**Octahedral d⁷ terms and their e occupation at 10Dq/B = 11**

The table lists the 20 terms of a d⁷ shell in an octahedral field, with energies and mean e occupation, from exact diagonalisation of a parametric ligand-field model (B = 520, C = 2390, 10Dq = 5720 cm⁻¹, no spin-orbit coupling). The program rebuilds the Tanabe–Sugano matrices without fitting, which is a consistency check on the same model, and compares the table with closed forms, sum rules, the diagonal elements of the matrices alone and, for the quartets, the unmixed free-ion terms. The matrices match the table within its rounding, while the diagonal elements alone, without any coupling between or within configurations, miss by 2462 cm⁻¹ rms on energies that reach 37084.3 cm⁻¹. Slopes from the e counts place the high-spin to low-spin crossing at 11328 ± 59 cm⁻¹, against 11208 cm⁻¹ from the matrices and 11640 cm⁻¹ from 4B + 4C. The output also gives configuration weights, sensitivities to B and C, and the lowest terms for a reversed field.

Calculated values. Ligand-field diagonalisation 1: exact diagonalisation of a parametric model of a d⁷ shell in an octahedral (Oh) field, without spin-orbit coupling, at Racah B = 520 cm⁻¹, C = 2390 cm⁻¹ and 10Dq = 5720 cm⁻¹. Term energies are relative to the lowest term; e electrons is the mean number of electrons in the cubic e pair of d orbitals.

## Analysis program

```python
# Table: terms of d7 in Oh (energy above lowest in cm-1, mean e electrons), atom-levels parametric ligand
# field, Racah B, C, no spin-orbit, exact diagonalisation. Tested: closed forms, sum rules, slopes from e
# counts, crossings; unmixed limits against the Tanabe-Sugano matrices (same model: consistency only).
T = {
    'term_symbol': ['4T1', '4T2', '2E', '2T1', '2T2', '4A2', '4T1', '2T1', '2A1', '2T2', '2T1', '2E', '2T2', '2T1', '2E', '2T2', '2A2', '2T1', '2E', '2T2'],
    'term_energy': [0.0, 5024.2, 5327.9, 9897.2, 10173.3, 10744.2, 12128.4, 12698.0, 14274.2, 15495.1, 16261.3, 17445.7, 19231.4, 20024.4, 21069.3, 22866.9, 24674.2, 24970.0, 36333.9, 37084.3],  # cm⁻¹
    'term_e_electrons': [2.07, 3.0, 1.12, 2.04, 2.1, 4.0, 2.93, 2.16, 3.0, 2.78, 2.99, 3.02, 3.16, 3.35, 3.83, 2.58, 3.0, 3.46, 3.03, 3.38],
}
import numpy as np
from scipy.optimize import brentq
D0, B0, C0 = 5720.0, 520.0, 2390.0  # settings from the caption, cm-1
S = list(T["term_symbol"]); E = np.array(T["term_energy"], float); N = np.array(T["term_e_electrons"], float)
r, s = 2**0.5, 3**0.5
def levels(D, B, C, mix=1.0):
    blk = {"4T1": ([3, 2], [-3*B, -12*B], [6*B]), "4T2": ([3], [-15*B], []), "4A2": ([4], [-15*B], []),
      "2A1": ([3], [-11*B+3*C], []), "2A2": ([3], [9*B+3*C], []),
      "2E": ([4, 3, 3, 1], [-6*B+3*C, 8*B+6*C, -B+3*C, -8*B+4*C], [-6*r*B, -3*r*B, 0, 10*B, s*(2*B+C), 2*s*B]),
      "2T1": ([4, 3, 3, 2, 2], [-6*B+3*C, 3*C, -6*B+3*C, -6*B+3*C, -2*B+3*C],
              [-3*B, 3*B, 0, -2*s*B, -3*B, 3*B, 3*s*B, -3*B, -s*B, 2*s*B]),
      "2T2": ([4, 3, 3, 2, 2], [5*C, -6*B+3*C, 4*B+3*C, 6*B+5*C, -2*B+3*C],
              [-3*s*B, -5*s*B, 4*B+2*C, 2*B, 3*B, -3*s*B, -3*s*B, -s*B, s*B, 10*B])}
    out = {}
    for k, (n, d, o) in blk.items():
        n = np.array(n); H = np.zeros((len(n), len(n))); H[np.triu_indices(len(n), 1)] = mix*np.array(o, float)
        w, v = np.linalg.eigh(H + H.T + np.diag(np.array(d) + D*(n - 2.8)))
        for j in range(len(n)): out[k, j] = (w[j], np.array([(v[n == m, j]**2).sum() for m in (1, 2, 3, 4)]))
    return out
K = [(x, S[:i].count(x)) for i, x in enumerate(S)]
ix = {k: i for i, k in enumerate(K)}
e = lambda a, j=0: E[ix[a, j]]
n = lambda a, j=0: N[ix[a, j]]
def rel(*a):
    L = levels(*a); return np.array([L[k][0] - L["4T1", 0][0] for k in K])
L = levels(D0, B0, C0); Em = rel(D0, B0, C0); Eu = rel(D0, B0, C0, 0.0)
Nm = np.array([L[k][1] @ np.arange(1, 5) for k in K])
dB, dC = rel(D0, B0+.5, C0) - rel(D0, B0-.5, C0), rel(D0, B0, C0+.5) - rel(D0, B0, C0-.5)
sc = rel(D0, 0.9*B0, 0.9*C0) - Em
print(f"10Dq/B={D0/B0:.2f} C/B={C0/B0:.2f}; energies in cm-1; slope = dE/d(10Dq) from table counts")
print("term(k) E | unmixed-E | n_e slope | % e1 e2 e3 e4 | dE/dB dE/dC | shift if B,C -10%")
for i, k in enumerate(K):
    w = " ".join(f"{100*x:.0f}" for x in L[k][1])
    print(f"{k[0]}({k[1]+1}) {E[i]:.1f} | {Eu[i]-E[i]:+.0f} | {N[i]:.2f} {N[i]-N[0]:+.2f} | {w} | {dB[i]:+.2f} {dC[i]:+.2f} | {sc[i]:+.0f}")
print(f"full matrices: max|dE|={abs(Em-E).max():.3f} (rounding 0.05), max|dn|={abs(Nm-N).max():.4f} (rounding 0.005)")
j = abs(Eu-E).argmax(); print(f"unmixed strong field: rms {np.sqrt(np.mean((Eu-E)**2)):.0f}, worst {K[j][0]}({K[j][1]+1}) {Eu[j]-E[j]:+.0f}")
Br = (e("2A2")-e("2A1"))/20
print(f"read back: 10Dq={e('4A2')-e('4T2'):.1f} B(2A2-2A1)={Br:.2f} B(quartets)={(e('4A2')+e('4T1',1)-3*e('4T2'))/15:.2f}"
      f" C={(e('2A1')-e('4T2')-4*Br)/3:.2f}; 4B+3C={e('2A1')-e('4T2'):.1f}")
g = D0 + 9*B0; W = np.hypot(g, 12*B0)
print(f"4T1 pair: gap {g:.0f}, coupling {6*B0:.0f}, splitting {W:.1f}, admixture {(1-g/W)/2:.4f}, push {(W-g)/2:.1f}")
wk = np.array([0.8*D0, 1.8*D0, 15*B0+0.6*D0]) - [e("4T2"), e("4A2"), e("4T1", 1)]
print("weak-field unmixed minus table (4T2, 4A2, 4T1(2)):", wk.round(0), "; its ground n_e 2.20")
sums = {x: sum(N[i] for i in range(len(S)) if S[i] == x) for x in ("4T1", "2E", "2T1", "2T2")}
print("block sums of n_e (expected 5, 11, 14, 14):", " ".join(f"{k} {v:.2f}" for k, v in sums.items()))
deg = np.array([int(x[0])*{"A": 1, "E": 2, "T": 3}[x[1]] for x in S])
print(f"states {deg.sum()}, mean n_e {deg@N/deg.sum():.3f} (2.8), barycentre {deg@E/deg.sum():.1f},"
      f" formula {-14*B0/3+7*C0/3-L['4T1',0][0]:.1f}")
def cross(a, b, B=B0, C=C0): return brentq(lambda D: levels(D, B, C)[a][0] - levels(D, B, C)[b][0], 2000, 20000)
for a, b in [(("2E", 0), ("4T2", 0)), (("4A2", 0), ("4T1", 1)), (("2E", 0), ("4T1", 0))]:
    gp, sl = e(*a)-e(*b), n(*a)-n(*b); x = cross(a, b)
    print(f"cross {a[0]}({a[1]+1})/{b[0]}({b[1]+1}): gap {gp:+.1f} slope {sl:+.2f} tangent 10Dq={D0-gp/sl:.0f}"
          f"+-{abs(gp)*0.01/sl**2:.0f} full {x:.0f} (/B {x/B0:.2f}, /5720 {x/D0:.3f})")
a, b = ("2E", 0), ("4T1", 0); Dc = cross(a, b); Lc = levels(Dc, B0, C0)
print(f"unmixed crossover 4B+4C={4*B0+4*C0:.0f} ({100*((4*B0+4*C0)/Dc-1):+.1f}%); mixing lowers 2E by"
      f" {levels(D0,B0,C0,0.)[a][0]-L[a][0]:.0f} at the table's field")
print(f"n_e at crossover: 2E {Lc[a][1]@np.arange(1,5):.3f}, 4T1 {Lc[b][1]@np.arange(1,5):.3f}")
print(f"crossover if B -10%: {cross(a,b,.9*B0,C0):.0f}; C -10%: {cross(a,b,B0,.9*C0):.0f}; both: {cross(a,b,.9*B0,.9*C0):.0f}")
R = sorted((v[0], k[0]) for k, v in levels(-D0, B0, C0).items())[:6]
print("field sign reversed, same size:", ", ".join(f"{k} {x-R[0][0]:.0f}" for x, k in R))
assert abs(Em-E).max() < 0.2 and abs(Nm-N).max() < 0.011
assert deg.sum() == 120 and all(abs(v-round(v)) < 0.03 for v in sums.values())
assert e("4T2") < e("2E") and e("4A2") < e("4T1", 1) and n("2E") < n("4T1") and Dc > D0
```

Output:

```
10Dq/B=11.00 C/B=4.60; energies in cm-1; slope = dE/d(10Dq) from table counts
term(k) E | unmixed-E | n_e slope | % e1 e2 e3 e4 | dE/dB dE/dC | shift if B,C -10%
4T1(1) 0.0 | +0 | 2.07 +0.00 | 0 93 7 0 | +0.00 +0.00 | +0
4T2(1) 5024.2 | -864 | 3.00 +0.93 | 0 0 100 0 | -0.55 +0.00 | +31
2E(1) 5327.9 | +592 | 1.12 -0.95 | 94 0 5 0 | +5.38 +3.34 | -1081
2T1(1) 9897.2 | +393 | 2.04 -0.03 | 0 97 2 1 | +5.61 +3.00 | -1009
2T2(1) 10173.3 | +2197 | 2.10 +0.03 | 0 91 8 1 | +4.76 +3.16 | -1006
4A2(1) 10744.2 | -864 | 4.00 +1.93 | 0 0 0 100 | -0.55 +0.00 | +31
4T1(2) 12128.4 | -1728 | 2.93 +0.86 | 0 7 93 0 | +13.89 +0.00 | -719
2T1(2) 12698.0 | -328 | 2.16 +0.09 | 0 85 15 0 | +9.68 +3.00 | -1223
2A1(1) 14274.2 | -864 | 3.00 +0.93 | 0 0 100 0 | +3.45 +3.00 | -894
2T2(2) 15495.1 | +515 | 2.78 +0.71 | 0 23 75 2 | +7.04 +3.24 | -1141
2T1(3) 16261.3 | -251 | 2.99 +0.92 | 0 2 96 2 | +7.37 +3.00 | -1098
2E(2) 17445.7 | +1164 | 3.02 +0.95 | 0 0 98 2 | +8.01 +3.29 | -1201
2T2(3) 19231.4 | +1979 | 3.16 +1.09 | 0 14 56 30 | +10.64 +3.13 | -1309
2T1(4) 20024.4 | -894 | 3.35 +1.28 | 0 7 51 42 | +10.61 +3.00 | -1286
2E(3) 21069.3 | +661 | 3.83 +1.76 | 2 0 12 87 | +5.00 +3.52 | -1099
2T2(4) 22866.9 | -1557 | 2.58 +0.51 | 0 46 49 4 | +23.47 +3.25 | -1995
2A2(1) 24674.2 | -864 | 3.00 +0.93 | 0 0 100 0 | +23.45 +3.00 | -1934
2T1(5) 24970.0 | -3240 | 3.46 +1.39 | 0 9 36 55 | +18.95 +3.00 | -1675
2E(4) 36333.9 | -5874 | 3.03 +0.96 | 4 0 85 11 | +32.39 +5.85 | -3076
2T2(5) 37084.3 | -7454 | 3.38 +1.31 | 0 25 12 63 | +28.33 +6.21 | -2941
full matrices: max|dE|=0.049 (rounding 0.05), max|dn|=0.0048 (rounding 0.005)
unmixed strong field: rms 2462, worst 2T2(5) -7454
read back: 10Dq=5720.0 B(2A2-2A1)=520.00 B(quartets)=520.00 C=2390.00; 4B+3C=9250.0
4T1 pair: gap 10400, coupling 3120, splitting 12128.4, admixture 0.0713, push 864.2
weak-field unmixed minus table (4T2, 4A2, 4T1(2)): [-448. -448. -896.] ; its ground n_e 2.20
block sums of n_e (expected 5, 11, 14, 14): 4T1 5.00 2E 11.00 2T1 14.00 2T2 14.00
states 120, mean n_e 2.800 (2.8), barycentre 14830.2, formula 14830.2
cross 2E(1)/4T2(1): gap +303.7 slope -1.88 tangent 10Dq=5882+-1 full 5881 (/B 11.31, /5720 1.028)
cross 4A2(1)/4T1(2): gap -1384.2 slope +1.07 tangent 10Dq=7014+-12 full 7020 (/B 13.50, /5720 1.227)
cross 2E(1)/4T1(1): gap +5327.9 slope -0.95 tangent 10Dq=11328+-59 full 11208 (/B 21.55, /5720 1.959)
unmixed crossover 4B+4C=11640 (+3.9%); mixing lowers 2E by 1456 at the table's field
n_e at crossover: 2E 1.055, 4T1 2.035
crossover if B -10%: 10944; C -10%: 10353; both: 10087
field sign reversed, same size: 4A2 0, 4T2 5720, 4T1 9317, 2E 10691, 2T1 11162, 2T2 14587
```
